## Results and discussion

Near contact, an anion and a polar molecule attract each other by some 10 kcal/mol, and at 7 Å a few kcal/mol are left. The separate terms behind this attraction reach tens of kcal/mol, and the repulsion can exceed a hundred. Here the anion is a carbanion, the deprotonated form of 2-fluoropropanenitrile, and its partner is acetonitrile. The contact distance runs from fluorine to the nearest hydrogen of acetonitrile, and negative energies mean attraction.

PySCF 2.14.0, wB97X-D3(BJ)/def2-SVP with density fitting, for the 2-fluoropropanenitrile carbanion (charge −1) and neutral acetonitrile, both singlets, in the gas phase. Rigid F···H scan from a GFN2-xTB geometry; energies are relative to the frozen parts, which counterpoise computes in the cluster's basis. The four terms sum to the uncorrected value.

```csv
contact distance (Å),interaction counterpoise (kcal/mol),interaction uncorrected (kcal/mol),electrostatic term (kcal/mol),pauli term (kcal/mol),orbital term (kcal/mol),dispersion or correlation term (kcal/mol)
1.958,1.660,-2.180,-64.95,126.85,-61.11,-2.970
2.080,-5.350,-8.770,-55.54,99.82,-50.15,-2.900
2.202,-10.180,-13.220,-46.91,77.25,-40.68,-2.890
2.325,-13.200,-15.940,-39.30,58.84,-32.77,-2.720
2.447,-14.980,-17.480,-32.78,44.15,-26.34,-2.510
2.569,-15.890,-18.210,-27.34,32.66,-21.24,-2.290
2.692,-16.190,-18.380,-22.87,23.83,-17.25,-2.080
3.059,-15.060,-17.000,-14.07,8.55,-9.95,-1.530
3.671,-11.330,-12.990,-8.02,1.15,-5.25,-0.860
4.894,-5.870,-6.590,-4.62,0.00,-1.72,-0.250
7.341,-2.500,-2.500,-2.31,0.00,-0.16,-0.030
```

### 1. Which attractive term is the largest?

The electrostatic term is, in every row. At 2.692 Å, where the counterpoise-corrected energy is lowest, it is −22.9 kcal/mol, against −17.3 for the orbital term and −2.1 for dispersion. At long range the reason is plain chemistry: the methyl end of acetonitrile is the positive end of its dipole, and it faces a negative ion. Close in, the overlap of the two charge clouds adds a large share. At the farthest row electrostatics supply 92 % of the attraction, because the other terms need close approach or fade faster with distance.

### 2. Can the long-range attraction be estimated by hand?

It can, if the anion is replaced by a point charge q = −1 e and acetonitrile by its dipole μ. Their energy is

E = −k |q| μ cos θ / R²,

where R is the distance between the two centres of nuclear charge, θ the angle between the dipole and the direction to the anion, and k ≈ 330 kcal Å/(mol e²). The calculated dipole is about 0.78 e Å. At the farthest row the coordinates give R ≈ 8.3 Å and cos θ ≈ 0.57, so

E ≈ −330 × 0.78 × 0.57 / 8.3² ≈ −2.1 kcal/mol.

With unrounded inputs the result is −2.2, and the table has −2.31 for the electrostatic term. Nothing was fitted, and at the two largest distances the formula stays within 7 % of that term, whether the charge sits at the nuclear centre or on the carbanion carbon. Closer agreement would mean little, since the anion's charge is spread out, and its computed dipole puts the centre of that charge about 0.8 Å away from the nuclear centre.

### 3. What would change if acetonitrile pointed straight at the anion?

At the farthest row the same formula would then give −3.8 instead of −2.2 kcal/mol, because cos θ would rise to 1. The molecule is tilted because one C–H bond, not the molecular axis, points at the carbanion. In a methyl group the C–H bonds stand about 70° off that axis, so a straight C–H contact costs part of the ion–dipole attraction. The rigid path keeps this tilt even at distances where the contact no longer matters.

### 4. Where does the picture of a charge and a dipole fail?

It fails once the electron clouds overlap. At 3.671 Å it still gives 84 to 96 % of the electrostatic term, depending on where the charge is placed. At 2.692 Å it gives only about half, and at the closest row about a quarter. Theory offers two reasons: the electrons of one molecule begin to feel the poorly screened nuclei of the other, and the detailed shape of the charge clouds counts at short range.

### 5. Why does the energy rise at short distance although every attraction grows?

Pauli repulsion grows faster still. From 2.692 Å to the closest row it gains 103 kcal/mol, while the electrostatic and orbital terms deepen by only 42 and 44. The uncorrected energy therefore rises by 16 kcal/mol.

The difference lies in how each term depends on distance. Pauli repulsion arises from overlap between filled orbitals, which fades roughly exponentially, so it is nil far out and steep close in. The electrostatic term also has an overlap part, but this sits on top of the slowly varying ion–dipole attraction. The orbital term likewise grows with overlap, yet it keeps a slower tail, because the ion polarises acetonitrile even without contact. A similar balance can be expected for other anions that meet a polar C–H bond: a long attractive tail from charge and dipole, ended by a steep wall where the filled orbitals meet.

### 6. Is the wall really a contact between fluorine and hydrogen?

The coordinates say otherwise. At the closest row the hydrogen is 1.96 Å from fluorine but only 1.33 Å from the carbanion carbon, whose lone pair it faces. The contact is thus a C–H···C⁻ hydrogen bond, and the distance in the table serves merely as a ruler.

The shape of the wall fits this reading. For a purely exponential repulsion, the logarithm of the Pauli term would fall by the same amount for every ångström. Between neighbouring rows with a non-zero Pauli term, this slope runs from 2.0 to 3.3 per Å when measured along F···H, but only from 2.8 to 3.6 along C···H. The carbon distance gives the more nearly exponential wall. This is only weak support, because the distance to any atom beside the line of motion would level the slopes to some degree. The short C···H distance itself is the firmer evidence.

### 7. Which digits can be trusted?

Close in, not even the sign is safe without a correction. At 1.958 Å the uncorrected energy is −2.2 kcal/mol and the counterpoise value +1.7. The difference is basis error: each molecule borrows its partner's basis functions and so lowers its own energy. The anion causes 3.3 of the 3.8 kcal/mol, as is plausible for a loosely held charge described without diffuse functions.

At the lowest point the correction is still 2.2 kcal/mol, so "about −16" is a fair reading of the depth in this basis set, while the decimals mean little. Counterpoise removes the borrowing but does not supply the diffuse functions that the anion lacks. The single terms add up to the uncorrected energy and carry the same error, probably most of it in the orbital term. The position of the minimum is also loose: the next closer row lies only 0.3 kcal/mol higher, and the next farther one is at 3.059 Å.

### 8. What would change if the molecules could relax along the path?

The energy at each distance, measured against the same frozen molecules, would fall or stay the same. The largest strain is visible in the donor bond of acetonitrile, which is 1.20 Å long, while a neighbouring C–H bond measures 1.09 Å. It is stretched towards the carbanion, as at the start of a proton transfer, and the rigid path keeps it so even at 7 Å. The shapes of the molecules come from a tight-binding calculation (GFN2-xTB), so the stretch could differ if they were optimised with the functional used for the energies. Whether the proton would cross to the carbanion at short distance remains untested, so the steep wall belongs to frozen molecules and not to the reaction.
